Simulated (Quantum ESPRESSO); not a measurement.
# Mn moment and magnetic energies of CuAu-type MnPt against added charge, PBEsol at fixed cell

An electron added to a magnet can join either spin, so it is not obvious whether charging MnPt should strengthen its moments, weaken them or leave them alone. The question has practical weight because MnPt is an antiferromagnet used to pin neighbouring magnetic layers, and charge transfer or doping could alter that function. We follow the Mn site moment in the parallel order, and the energies of the parallel and opposed orders, as electrons are added or removed at fixed cell. Each energy gain is measured from the run without spin polarisation at the same charge. Since the real material is antiferromagnetic, the parallel moment belongs to an imposed state and is not compared with experiment.

## Computational details

One system, MnPt (CuAu-type, P4/mmm), 2 atom(s) a primitive cell, from measured cells of the Crystallography Open Database. Quantum ESPRESSO 7.5, plane waves with GBRV 1.5 PBEsol pseudopotentials, cutoff 544 eV, Fermi-Dirac smearing of 0.1 eV, k meshes whose coarsest spacing along a reciprocal vector is 0.22 to 0.31 1/Å over all runs (2π included). Functional: PBEsol, no Hubbard U; collinear spins, no spin-orbit coupling. Atoms stay at fixed fractions of the cell and the mesh divisions are held. At each point the moments on Mn are started parallel, opposed (signs +-, cell doubled at q = (1/2,1/2,0) of the reciprocal vectors) and without spin polarisation. Of the opposed order at the middle point, it reverses 4 of 4 magnetic neighbours at 2.83 Å and 0 of 2 magnetic neighbours at 3.66 Å. Runs that did not converge or carry a known fault are not listed. The same in all rows: metal or insulator in the run from the parallel start, judged by its smearing entropy or density of states at the Fermi energy (a gap under a few smearing widths counts as a metal): metal.

Notes on method and selection:

- Each state is what a run reaches from typed starting moments; only a few collinear orders were started, so the lowest found need not be the ground state. Spin-orbit coupling is left out of these energies, which are free energies at the smearing width. A magnetic atom is one that was given a starting moment.
- Site moments count the spin inside each program's own atomic sphere, so they depend somewhat on its radius and leave out the spin between the spheres.
- Quantum ESPRESSO sets the radius of an element's spheres to about 0.41 of its shortest distance to a neighbour.
- A measured moment is set beside the table only where the run ends ferromagnetic and the measured order is ferromagnetic too.
- Runs that did not converge, have known faults or may not be shown are not listed, and runs on Ansatz's PAW sets soft_1 and soft_2 are kept to separate tables.

Columns:

- added charge (e per magnetic atom): electrons added per magnetic atom (negative: removed), balanced by a uniform background.
- net moment (μB): net spin moment of that run per magnetic atom.
- moment, opposed (μB): largest site spin moment reached from the opposed start.
- gain, opposed (meV): energy of the run without spin polarisation less that of the run from the opposed start, per magnetic atom.
- moment (μB): largest site spin moment reached from the parallel start.
- magnetic energy gain (meV): energy of the run without spin polarisation less that of the parallel start, per magnetic atom (positive: magnetism is favoured).
- E(opposed) - E(parallel) (meV): energy of the run from the opposed start less that of the parallel start, per magnetic atom (positive: parallel is favoured); blank where a pattern was lost.

Input lines of one member:

```
&SYSTEM
  ecutwfc = 40
  ecutrho = 280
  nbnd = 24
  occupations = 'smearing'
  smearing = 'fd'
  degauss = 0.00734986
  nspin = 2
  starting_magnetization(1) = 0.2333
  starting_magnetization(2) = 0
/
&ELECTRONS
  conv_thr = 4d-09
  mixing_beta = 0.3
/
K_POINTS automatic
10 10 10 0 0 0
```

Command (options for logging and memory left out): `pw.x -in pw.in`

## Table of results

| member | added charge (e per magnetic atom) | net moment (μB) | moment, opposed (μB) | gain, opposed (meV) | moment (μB) | magnetic energy gain (meV) | E(opposed) - E(parallel) (meV) |
| --- | --- | --- | --- | --- | --- | --- | --- |
| −0.4 e | −0.4 | ? | ? | 1285.0 | ? | ? | ? |
| −0.2 e | −0.2 | 4.19 | 3.71 | 1269.5 | 3.750 | 906.6 | −362.8 |
| −0.1 e | −0.1 | 4.19 | 3.72 | 1252.0 | 3.739 | 892.1 | −359.9 |
| +0 e | 0.0 | 4.19 | 3.69 | 1208.0 | 3.724 | 875.5 | −332.5 |
| +0.1 e | 0.1 | ? | ? | 1139.5 | ? | ? | ? |
| +0.2 e | 0.2 | 4.13 | 3.58 | 1063.0 | 3.658 | 830.9 | −232.0 |
| +0.4 e | 0.4 | 3.99 | 3.44 | 903.0 | 3.548 | 771.6 | −131.3 |

Cells marked ? are withheld until the estimate has been made.

Least-squares fits to the members shown, with x = added charge (e per magnetic atom); R² and errors in the fitted variable (y, or ln y where the fit is in ln y):

| y | members | fit | R² | rms residual | leave-one-out rms | the same for the mean of the others |
| --- | --- | --- | --- | --- | --- | --- |
| moment (μB) | 5 | y = 3.7236 − 0.22938 x − 0.52132 x² | 1.00 | 0.0013 | 0.0049 | 0.094 |
| E(opposed) - E(parallel) (meV) | 5 | y = −325.2 + 314.8 x + 452.1 x² | 0.99 | 8.2 | 39 | 112 |

## What drives the series

The Mn moment in the parallel order falls with added electrons, and the two sides of neutrality differ. Between −0.2 and −0.1 e the slope is (3.739 − 3.750) / 0.1 = −0.11 μB per electron; between +0.2 and +0.4 e it is (3.548 − 3.658) / 0.2 = −0.55 μB per electron.

The net moment shows where the charge goes, because it counts spin-up minus spin-down electrons over the whole cell. If every added electron were spin-down, it would fall by 1 μB per electron. From +0.2 to +0.4 e it falls by (4.13 − 3.99) / 0.2 = 0.70 μB per electron, so about 85% of the added charge is spin-down. From −0.2 e to neutrality it stays at 4.19 μB, which means that both spins change about equally. The electron-rich behaviour fits a Mn d shell with its majority states nearly full and its minority states mostly empty, so that added electrons must largely enter the minority states.

The opposed order is lower than the parallel one in every row that shows both, but its lead shrinks from 332.5 meV per Mn at neutrality to 131.3 meV at +0.4 e. Over that range the gain of the opposed order drops by 1208.0 − 903.0 = 305.0 meV, and that of the parallel order by only 875.5 − 771.6 = 103.9 meV. A likely reason is that opposed neighbours gain energy when filled majority states mix with empty minority states of the same spin direction next door. Filling the minority states blocks part of that mixing, while electrons in them move more easily between parallel moments.

These are responses at fixed cell. The computed stress changes strongly with charge, so a lattice free to relax could respond differently.

## Estimating the withheld member

Plain estimates from the members shown:

- +0.1 e, fit at x = 0.1: 3.695 μB
- +0.1 e, straight-line interpolation between +0 e and +0.2 e: w = (0.1 − 0.0) / (0.2 − 0.0) = 0.500, so 3.724 + 0.500 × (3.658 − 3.724) = 3.691 μB
- −0.4 e, fit at x = −0.4: 3.732 μB (an extrapolation)

For +0.1 e we use the quadratic fit, since the point lies inside the range and the straight line between its neighbours ignores the downward bend: 3.7236 − 0.22938 × 0.1 − 0.52132 × 0.01 = 3.695 μB. With five rows and three constants, the residual corresponds to a scatter of 0.0013 × √(5/2) = 0.0021 μB. Allowing for the uncertainty of the fitted curve itself, we take 0.003 μB.

For −0.4 e the same fit is less suitable. Its bend is set mainly by the electron-rich side, and it would make the moment drop below its value at −0.2 e, whereas the rows shown are still rising slowly as electrons are removed. We therefore continue the parabola through the three nearest rows, −0.2, −0.1 and 0 e: 6 × 3.750 − 8 × 3.739 + 3 × 3.724 = 3.760 μB.

Tried on −0.2 e from the rows at −0.1, 0 and +0.2 e, this route gives (8/3) × 3.739 − 2 × 3.724 + (1/3) × 3.658 = 3.742 μB, which is 0.008 μB too low. That test reaches 0.1 e beyond its last row and the estimate reaches 0.2 e, so we double the miss to 0.016 μB as a rough standard deviation.

**Committed estimate, +0.1 e: moment = 3.695 ± 0.003 μB.**  
**Committed estimate, −0.4 e: moment = 3.760 ± 0.016 μB.**

## How the estimate fared

| member | added charge (e per magnetic atom) | net moment (μB) | moment, opposed (μB) | gain, opposed (meV) | moment (μB) | magnetic energy gain (meV) | E(opposed) - E(parallel) (meV) |
| --- | --- | --- | --- | --- | --- | --- | --- |
| −0.4 e | −0.4 | 4.18 | 3.69 | 1285.0 | 3.771 | 933.7 | −351.4 |
| +0.1 e | 0.1 | 4.17 | 3.64 | 1139.5 | 3.698 | 855.3 | −284.1 |

| member | estimate | moment (μB) | computed | estimate − computed | miss in error bars |
| --- | --- | --- | --- | --- | --- |
| +0.1 e | committed | 3.695 | 3.698 | −0.003 | 1.0 |
| +0.1 e | fit | 3.695 | 3.698 | −0.003 |  |
| +0.1 e | interpolation | 3.691 | 3.698 | −0.007 |  |
| −0.4 e | committed | 3.760 | 3.771 | −0.011 | 0.7 |
| −0.4 e | fit | 3.732 | 3.771 | −0.039 |  |

The +0.1 e estimate missed by 0.003 μB, right at the edge of its error bar. It is the fit's own value, and it beat linear interpolation, which missed by 0.007 μB. The −0.4 e estimate was 0.011 μB too low, inside its error bar and much closer than the fit, which was 0.039 μB too low.

We were right that the moment keeps rising as electrons are removed, but wrong to let the rise flatten. The slope from −0.4 to −0.2 e is (3.750 − 3.771) / 0.2 = −0.105 μB per electron, almost the same as between −0.2 and −0.1 e.

The new rows also sharpen the account of the energies. The lead of the opposed order is largest at −0.2 e among the rows and is smaller again at −0.4 e. A likely cause is that in that order the Fermi level lies in a dip of the density of states near neutrality. Added electrons would then have to go into higher states above the dip, which costs the opposed order more than the parallel one. From +0.2 to +0.4 e the extra cost is (232.0 − 131.3) / 0.2 = 504 meV per electron. Between −0.4 and −0.2 e it is slightly negative, (351.4 − 362.8) / 0.2 = −57 meV per electron.

## Departures from the trend

Least-squares fits to the whole series, with x = added charge (e per magnetic atom); R² and errors in the fitted variable (y, or ln y where the fit is in ln y):

| y | members | fit | R² | rms residual | leave-one-out rms | the same for the mean of the others |
| --- | --- | --- | --- | --- | --- | --- |
| moment (μB) | 7 | y = 3.722 − 0.2660 x − 0.3929 x² | 0.99 | 0.0059 | 0.021 | 0.082 |
| E(opposed) - E(parallel) (meV) | 7 | y = −325.6 + 290.0 x + 536.6 x² | 0.99 | 8.4 | 26 | 93 |

Largest departures from the fit to the whole series:

| member | moment (μB) | fit | computed − fit | in rms residuals |
| --- | --- | --- | --- | --- |
| −0.2 e | 3.750 | 3.759 | −0.009 | 1.6 |
| +0.1 e | 3.698 | 3.691 | +0.007 | 1.1 |
| −0.1 e | 3.739 | 3.745 | −0.006 | 1.0 |
| −0.4 e | 3.771 | 3.766 | +0.005 | 0.9 |

No row stands out: the largest departure from the fit to the whole series is −0.009 μB, at −0.2 e. The signs suggest a fault of the fitted form, since the moment changes almost linearly from −0.4 to −0.1 e and then bends downward, which a single parabola cannot follow.

## Summary

From −0.4 to +0.4 e at fixed cell, the parallel-order Mn moment falls by only 3.771 − 3.548 = 0.223 μB, while the magnetic energies respond much more strongly. Within this range, interpolation between rows 0.2 e apart can be expected to miss by roughly 0.01 μB.

Adding 0.1 electron per Mn lowers the lead of the opposed order by 332.5 − 284.1 = 48.4 meV per Mn, or 15%. With a cell volume of 2.83 × 2.83 × 3.66 = 29.3 Å³, that charge is 0.1 / 29.3 = 0.0034 electrons per Å³, or roughly 3.4 × 10²¹ per cm³, a density typical of alloying rather than of ordinary gating.

A Hubbard U of a few eV on Mn would probably raise the moment by a few tenths of a μB, as much as the whole spread or more. If the lattice expanded on adding electrons, that would also tend to raise the moment and offset part of the fall; the fixed cell leaves this out.

[Logs are printed without paths, hosts, clocks, repeated set-up lines and the standing remarks that a program may print on its own settings, such as how far it seeks lower states.]
